# The exact two-point mixing coefficient $b=T_c/|U_c|$

## 1. Premises and conventions

A global hybrid mixes exact exchange with a density functional, and one would like an exact statement that has this shape. There is one. The exchange-correlation energy is a weighted mean of the two ends of the adiabatic-connection curve, and the weight is a ratio of two correlation energies. Burke, Ernzerhof and Perdew drew attention to it in 1997. I use Hartree atomic units throughout.

Fix an $N$-electron density $n$. For each coupling constant $\lambda\ge0$ define Levy's constrained search

$$F_\lambda[n]=\min_{\Psi\to n}\langle\Psi|\hat T+\lambda\hat V_{ee}|\Psi\rangle ,\tag{1}$$

over antisymmetric normalised $\Psi$ with density $n$. I assume two things. The minimum is attained, by some $\Psi_\lambda$. At $\lambda=0$ the minimiser is a unique single determinant $\Phi$, the Kohn-Sham determinant. Write $T_\lambda$ and $V_\lambda$ for the expectation values of $\hat T$ and $\hat V_{ee}$ in $\Psi_\lambda$, and $U=\tfrac12\iint n(\mathbf r)n(\mathbf r')/|\mathbf r-\mathbf r'|$ for the Hartree energy. The definitions are

$$W_\lambda=V_\lambda-U,\quad T_s=T_0,\quad E_{xc}=F_1-T_s-U,\quad E_x=W_0,$$
$$T_c=T_1-T_0,\qquad U_c=V_1-V_0=W_1-W_0,\qquad E_c=E_{xc}-E_x .\tag{2}$$

Since $F_1=T_1+V_1$, these give at once

$$E_{xc}=T_c+W_1,\qquad E_c=T_c+U_c .\tag{3}$$

## 2. The curve falls, and its area is $E_{xc}$

Take $\mu>\lambda$. Both minimisers have the density $n$, so each is an allowed trial function in the other's search. Using $\Psi_\lambda$ at coupling $\mu$ gives $F_\mu\le T_\lambda+\mu V_\lambda=F_\lambda+(\mu-\lambda)V_\lambda$. Using $\Psi_\mu$ at coupling $\lambda$ gives $F_\lambda\le T_\mu+\lambda V_\mu=F_\mu-(\mu-\lambda)V_\mu$. Together,

$$(\mu-\lambda)V_\mu\le F_\mu-F_\lambda\le(\mu-\lambda)V_\lambda .\tag{4}$$

The outer members show $V_\mu\le V_\lambda$, and $U$ does not depend on $\lambda$. So $W_\lambda$ is non-increasing. Monotonicity is a theorem here and needs no separate assumption.

Now cut $[0,1]$ into $M$ equal steps and add up (4). The middle telescopes to $F_1-F_0$. The outer members are the lower and upper Riemann sums of the monotone function $V_\lambda$, and they differ by $(V_0-V_1)/M$, which vanishes as $M\to\infty$. Hence $F_1-F_0=\int_0^1V_\lambda\,d\lambda$, and subtracting $U$,

$$E_{xc}=\int_0^1W_\lambda\,d\lambda .\tag{5}$$

**Question.** *The usual proof uses the Hellmann-Feynman theorem and a potential that holds the density fixed. Where did they go?*

They are not needed. Inequality (4) uses only the variational property of (1). It survives if $\Psi_\lambda$ is not differentiable in $\lambda$, or if the minimiser changes character and $W_\lambda$ jumps. A monotone function has at most countably many jumps, and these do not affect the integral.

## 3. The identity

Suppose $W_1\neq W_0$, which by monotonicity means $U_c<0$ and $|U_c|=W_0-W_1$. Ask for the number $b$ that satisfies

$$E_{xc}=b\,W_0+(1-b)\,W_1 .\tag{6}$$

This is one linear equation for one unknown, $b\,(W_0-W_1)=E_{xc}-W_1$. By (3) the right side is $T_c$. Therefore

$$b=\frac{E_{xc}-W_1}{W_0-W_1}=\frac{T_c}{|U_c|}.\tag{7}$$

Three other forms are useful. From $E_c=T_c-|U_c|$,

$$1-b=\frac{-E_c}{|U_c|},\qquad (1-b)\,U_c=E_c .\tag{8}$$

From (5), with the curve rescaled to run from 1 to 0,

$$b=\int_0^1w_\lambda\,d\lambda,\qquad w_\lambda=\frac{W_\lambda-W_1}{W_0-W_1}.\tag{9}$$

If $W_\lambda$ is continuously differentiable, integration by parts gives $\int_0^1w\,d\lambda=[\lambda w]_0^1-\int_0^1\lambda w'\,d\lambda$, and the boundary term vanishes because $w_1=0$. So $b=\int_0^1\lambda\,(-w'_\lambda)\,d\lambda$. The weight $-w'$ is non-negative and integrates to one. Thus $b$ is the mean coupling constant at which the curve makes its drop. An early drop means small $b$.

**Question.** *Is this more than a definition? Any number can be written as a mix of two others.*

Equation (6) alone is a definition. The content lies in what follows from it: $b$ equals a ratio of energies of the physical system, it obeys bounds, and it has known limits. It does not save work, because knowing $b$, $W_0$ and $W_1$ exactly is the same as knowing $E_{xc}$.

## 4. Bounds

Monotonicity gives $0\le w_\lambda\le1$, so (9) yields $0\le b\le1$. The same follows without the curve. $\Phi$ minimises $\hat T$, so $T_c\ge0$. $\Phi$ is a trial function at $\lambda=1$, so $F_1\le T_0+V_0$, which is $E_c\le0$. Equation (8) then becomes

$$b=\frac{T_c}{T_c+|E_c|}.\tag{10}$$

With $U_c\ne0$ we have $\Psi_1\ne\Phi$, and uniqueness of $\Phi$ makes $T_c>0$, so $b>0$. If $\Psi_1$ is unique as well, $E_c<0$ and $b<1$. In the excluded case $U_c=0$ the curve is flat, $E_{xc}=W_1$, $T_c=0$, and $b$ is $0/0$. Equation (6) then holds for any $b$. Every one-electron density is of this kind.

Now add a third assumption, that $W_\lambda$ is convex on $[0,1]$. A convex function lies below its chord, $W_\lambda\le(1-\lambda)W_0+\lambda W_1$, which reads $w_\lambda\le1-\lambda$. Then

$$b\le\int_0^1(1-\lambda)\,d\lambda=\tfrac12 ,\tag{11}$$

with equality only for a straight line. By (10), $b\le\tfrac12$ is the same statement as $T_c\le|E_c|$.

**Question.** *Does convexity come out of the variational argument too?*

No. $F_\lambda$ is a minimum over functions linear in $\lambda$, hence concave, and that fixes the sign of the first derivative of $W_\lambda$. Convexity of $W_\lambda$ concerns the third derivative of $F_\lambda$, on which the argument is silent. I know of no general proof, so (11) is conditional. Convexity is also more than (11) needs. It is enough that the area under the curve does not exceed the area under the chord.

## 5. Scaling turns density limits into coupling limits

Define $n_\gamma(\mathbf r)=\gamma^3n(\gamma\mathbf r)$ and $\Psi_\gamma=\gamma^{3N/2}\Psi(\gamma\mathbf r_1,\dots,\gamma\mathbf r_N)$. The map sends functions of density $n$ one-to-one onto those of density $n_\gamma$. A change of variables multiplies $\langle\hat T\rangle$ by $\gamma^2$, and $\langle\hat V_{ee}\rangle$ and $U$ by $\gamma$. Minimising $\gamma^2T+\lambda\gamma V=\gamma^2\,(T+(\lambda/\gamma)V)$ selects $\Psi_{\lambda/\gamma}[n]$, so

$$W_\lambda[n_\gamma]=\gamma\,W_{\lambda/\gamma}[n].\tag{12}$$

Put this in (7) with (5), substitute $\lambda\to\gamma\lambda$, and set $\alpha=1/\gamma$. The factor $\gamma$ cancels:

$$b[n_\gamma]=b(\alpha)=\frac{\alpha^{-1}\int_0^\alpha W_\lambda\,d\lambda-W_\alpha}{W_0-W_\alpha},\tag{13}$$

with all $W$ taken for the unscaled $n$. High density is $\alpha\to0$ and low density is $\alpha\to\infty$.

### High density

Assume $W_\lambda=W_0+W_0'\lambda+\tfrac12W_0''\lambda^2+\dots$ with $W_0'$ finite and non-zero. The mean over $[0,\alpha]$ is $W_0+\tfrac12W_0'\alpha+\tfrac16W_0''\alpha^2$. The numerator of (13) is then $-\tfrac12W_0'\alpha-\tfrac13W_0''\alpha^2$ and the denominator is $-W_0'\alpha-\tfrac12W_0''\alpha^2$. With $k=W_0''/W_0'$,

$$b=\frac12\,\frac{1+\tfrac23k\alpha}{1+\tfrac12k\alpha}+O(\alpha^2)=\frac12+\frac{k\alpha}{12}+O(\alpha^2).\tag{14}$$

So $b\to\tfrac12$. For a falling convex curve $k\le0$, and the limit is approached from below, as (11) requires. The correlation energy at coupling $\lambda$ is $\int_0^\lambda(W-W_0)=\tfrac12W_0'\lambda^2+\dots$, so $W_0'$ is twice the second-order Görling-Levy energy. That energy is a sum over excited Kohn-Sham determinants with excitation energies in the denominators, and the expansion presumes a non-degenerate Kohn-Sham ground state with a gap.

**Question.** *The uniform gas has no gap, and its second-order energy diverges.*

There the curve starts as $W_\lambda-W_0=c\,\lambda\ln\lambda+d\,\lambda$ with $c>0$, which I take as known. Using $\int_0^\alpha\lambda\ln\lambda\,d\lambda=\tfrac12\alpha^2\ln\alpha-\tfrac14\alpha^2$, the numerator of (13) is $-\tfrac12\alpha\,(c\ln\alpha+d)-\tfrac14c\alpha$ and the denominator is $-\alpha\,(c\ln\alpha+d)$. So

$$b=\frac12+\frac{c}{4\,(c\ln\alpha+d)} .\tag{15}$$

The limit is still $\tfrac12$, reached from below and only logarithmically. What matters is near-linearity. A start $W_\lambda-W_0\propto-\lambda^s$ gives $b=1-1/(s+1)=s/(s+1)$, which equals $\tfrac12$ only for $s=1$.

### Low density

Since $V_\lambda\ge0$, $W_\lambda\ge-U$. A non-increasing function bounded below has a limit $W_\infty$. The running mean $\alpha^{-1}\int_0^\alpha W$ of a bounded convergent function has the same limit, so the numerator of (13) tends to zero. The denominator tends to $W_0-W_\infty\ge|U_c|>0$. Hence $b\to0$, with no assumption beyond those of Section 1. The rate needs more. If $W_\lambda=W_\infty+W'_\infty\lambda^{-1/2}+O(\lambda^{-3/2})$, the form expected from zero-point oscillation about strictly correlated positions, the mean is $W_\infty+2W'_\infty\alpha^{-1/2}+O(\alpha^{-1})$ and

$$b\simeq\frac{W'_\infty}{W_0-W_\infty}\,\alpha^{-1/2}.\tag{16}$$

A toy curve shows both limits. Take $W_\lambda=W_0-1+(1+\lambda)^{-1/2}$, which is falling and convex, and let $\sigma=\sqrt{1+\alpha}$. The numerator of (13) is $2/(\sigma+1)-1/\sigma=(\sigma-1)/[\sigma(\sigma+1)]$ and the denominator is $(\sigma-1)/\sigma$. Then $b=1/(1+\sigma)$, which is $\tfrac12-\alpha/8$ at small $\alpha$, in line with $k=-\tfrac32$, and $\alpha^{-1/2}$ at large $\alpha$.

**Question.** *Chemists mean stretched bonds when they say strongly correlated.*

That case also gives zero. For singlet H$_2$ at infinite separation the density is the sum of two hydrogen 1s densities. The Kohn-Sham orbital is $\sqrt{n/2}$, and its kinetic energy tends to that of two atoms, as does the true one, so $T_c\to0$. The true repulsion $V_1\to0$, while $V_0=U/2$ and $U\to2\times\tfrac5{16}$. So $U_c\to-\tfrac5{16}$ hartree and $b\to0$.

**Question.** *What would a wiring metal give?*

Only a free-electron model is within reach here. From (12), $E_c[n_\gamma]=\gamma^2\int_0^{1/\gamma}(W_\lambda-W_0)\,d\lambda$, whose $\gamma$-derivative at $\gamma=1$ is $2E_c-U_c=E_c+T_c$. In the gas, scaling sends $r_s\to r_s/\gamma$, so per electron $t_c=-\varepsilon_c-r_s\varepsilon_c'$ and $u_c=2\varepsilon_c+r_s\varepsilon_c'$. Take as input Chachiyo's interpolation $\varepsilon_c=-A_0L$, $L=\ln(1+B/r_s+B/r_s^2)$, with $A_0>0$ and $B\approx20.46$. With $g=-r_s\,dL/dr_s$ the constant $A_0$ cancels and $b=(L-g)/(2L-g)$. At the typical aluminium valence value $r_s\approx2.07$ bohr, $L=2.751$, $g=1.241$ and $b=0.35$. This is the number of the jellium model, which has no ion cores and no lattice, and it should not be read as that of the metal.

## 6. What this says about global hybrids

Keep $W_0=E_x$ exact and replace $W_1$ in (6) by a density-functional approximation, $W_1^{\rm DFA}=E_x^{\rm DFA}+U_c^{\rm DFA}$:

$$E_{xc}\approx b\,E_x+(1-b)\,E_x^{\rm DFA}+(1-b)\,U_c^{\rm DFA}.\tag{17}$$

The choice $b=\tfrac12$ with a local $W_1$ is Becke's half-and-half scheme of 1993, and (14) shows that this weight is the high-density limit. If $b$ is instead the approximation's own ratio $T_c^{\rm DFA}/|U_c^{\rm DFA}|$, then (8) turns the last term into $E_c^{\rm DFA}$, and (17) has the standard hybrid form $aE_x+(1-a)E_x^{\rm DFA}+E_c^{\rm DFA}$ with $a=b$. Two error formulas follow from (6). With exact end points and a wrong weight $\tilde b$ the error is $(\tilde b-b)\,|U_c|$. With the exact weight and an end point wrong by $\Delta W_1$ it is $(1-b)\,\Delta W_1$.

**Question.** *So $b$ is the correct fraction of exact exchange?*

No, for three reasons. First, generalised Kohn-Sham theory searches over determinants, $\min_{\Phi\to n}\langle\hat T+a\hat V_{ee}\rangle$, and defines a remainder functional as the difference from $F_1$. That construction is exact for every $a$ between 0 and 1, given representability, so it singles out no fraction. Which $a$ serves best depends on how the remainder is approximated. Second, $b$ is a functional of the density. Differentiating (6) gives $b\,\delta W_0/\delta n+(1-b)\,\delta W_1/\delta n+|U_c|\,\delta b/\delta n$, and a fixed fraction drops the last term. Third, $b$ is a global ratio. For separated fragments X and Y with additive energies,

$$b_{XY}=\frac{b_X|U_c^X|+b_Y|U_c^Y|}{|U_c^X|+|U_c^Y|}.\tag{18}$$

The exact identity stays additive. The error $(1-b_{XY})(\Delta W_1^X+\Delta W_1^Y)$ of an approximate end point is not the sum of the fragment errors unless $b_X=b_Y$ or a special cancellation occurs, so a system-dependent $b$ in (17) breaks size consistency. One more point of convention: $W_0$ is the exchange energy of the Kohn-Sham determinant, and the determinant of the search at $a>0$ differs from it in general. For a two-electron singlet both have the orbital $\sqrt{n/2}$.

## 7. Range of validity

- Equations (5) to (10) and $0\le b\le1$ hold for any density for which the minima in (1) exist, $\Phi$ is unique and $U_c\ne0$. All quantities refer to one and the same density.
- $b\le\tfrac12$ is equivalent to $T_c\le|E_c|$. Convexity implies it, and convexity is an assumption.
- $b\to\tfrac12$ under compression of a fixed density needs a linear start, or a linear start with a logarithm. A degenerate Kohn-Sham ground state, or a gap that closes along the sequence considered, lies outside the proof.
- $b\to0$ under dilation needs only Section 1. The $\alpha^{-1/2}$ rate needs the strong-coupling expansion.
- The result concerns total energies. It fixes neither a potential nor a generalised Kohn-Sham fraction.

## 8. A number for H$^-$

For a two-electron singlet $\Phi=\phi(\mathbf r_1)\phi(\mathbf r_2)$ with $\phi=\sqrt{n/2}$. Then $T_s=\int|\nabla\phi|^2=\int|\nabla n|^2/(8n)$ and $V_0=U/2$, so $W_0=-U/2$. A correlated wave function therefore supplies everything in (7). As a model for $\Psi_1$ take one tight and one diffuse electron,

$$\Psi=\frac{A(r_1)B(r_2)+B(r_1)A(r_2)}{\sqrt{2(1+S^2)}},\quad A=\sqrt{\tfrac{p^3}{\pi}}\,e^{-pr},\quad B=\sqrt{\tfrac{q^3}{\pi}}\,e^{-qr},$$

with $p=1.039$ and $q=0.283$ bohr$^{-1}$, the variational optimum to these digits. Let $m=(p+q)/2=0.661$ and $\rho_x=x^3e^{-2xr}/\pi$. The overlap is $S=(pq)^{3/2}/m^3=0.5521$, and $AB=S\rho_m$. Integrating $2\Psi^2$ over one electron gives

$$n=\frac{A^2+B^2+2SAB}{1+S^2}=\frac{\rho_p+\rho_q+2S^2\rho_m}{1+S^2}.$$

The potential of $\rho_y$ is $1/r-e^{-2yr}(y+1/r)$, and averaging it over $\rho_x$ gives $J(x,y)=xy\,(x^2+3xy+y^2)/(x+y)^3$. With $A'=-pA$, $B'=-qB$ and $\langle1/r\rangle_{\rho_x}=x$,

$$T=\frac{\tfrac12(p^2+q^2)+pqS^2}{1+S^2},\qquad V_{ne}=-(p+q),\qquad V_{ee}=\frac{J(p,q)+S^2J(m,m)}{1+S^2},$$
$$U=\frac{J(p,p)+J(q,q)+2J(p,q)+4S^2[J(p,m)+J(q,m)]+4S^4J(m,m)}{2(1+S^2)^2}.$$

$T_c$ is a small difference, so I write it as a positive integral. The functions $A\pm B$ are orthogonal with squared norms $2(1\pm S)$, and $A(1)B(2)+B(1)A(2)$ is half the difference of their products, so they are the natural orbitals. Absorb the amplitudes into $u=\nu\sqrt{(1+S)/2}\,(A+B)$ and $v=\nu\sqrt{(1-S)/2}\,(A-B)$, with $\nu^2=1/[2(1+S^2)]$. Then $n=2(u^2+v^2)$ and $T=\int(u'^2+v'^2)$, while $T_s=\int(uu'+vv')^2/(u^2+v^2)$. The difference of the integrands is $(uv'-vu')^2/(u^2+v^2)$, and $uv'-vu'=\nu^2\sqrt{1-S^2}\,(q-p)AB$. So

$$T_c=\frac{(1-S^2)(p-q)^2}{2(1+S^2)}\int\frac{A^2B^2}{A^2+B^2+2SAB}\,d^3r=0.1523\times0.1408 .$$

The results in hartree, each from unrounded intermediates, are these.

| quantity | value | quantity | value |
|---|---|---|---|
| $T$ | 0.5131 | $W_0=-U/2$ | $-0.3526$ |
| $V_{ne}$ | $-1.3220$ | $W_1=V_{ee}-U$ | $-0.4096$ |
| $V_{ee}$ | 0.2956 | $U_c$ | $-0.0570$ |
| $E$ | $-0.5133$ | $T_c$ | 0.0214 |
| $U$ | 0.7052 | $E_c$ | $-0.0355$ |
| | | $E_{xc}$ | $-0.3882$ |

The model's coefficient is $b=T_c/|U_c|=0.38$. It lies below $\tfrac12$, so the drop of the curve comes on average earlier than for a straight line. The weight $\tfrac12$ on the same end points would give $-0.3811$ hartree, which is 7 millihartree or 0.19 eV above the model's $E_{xc}$. That is about half of the 13 millihartree by which the model binds the anion below the hydrogen atom at $-\tfrac12$ hartree. Even with given end points, the weight matters on the scale of the binding.

**Question.** *How far do you trust 0.38?*

To a few hundredths. The trial function depends on $r_1$ and $r_2$ alone, so it has radial correlation and no angular correlation. It is not the minimiser of (1) for its own density, and its $T_c+U_c$ is only an upper bound to $E_c[n]$. The omitted part is not small against the $E_c$ of the table. As typical knowledge, not as a measurement, accurate wave functions lie roughly 0.014 hartree lower in total energy and have $b$ near 0.4, so the model is slightly low. To size the omission, suppose that an energy $-\delta$ with $\delta\approx0.014$ hartree were added at fixed density as weak correlation. By the linear start of Section 5 it would add $+\delta$ to $T_c$ and $2\delta$ to $|U_c|$, and $b$ would become $(T_c+\delta)/(|U_c|+2\delta)=0.42$. This estimate ignores the change of the density, but it shows the direction and the size. The model's $b$ moves up by a few hundredths and stays below $\tfrac12$.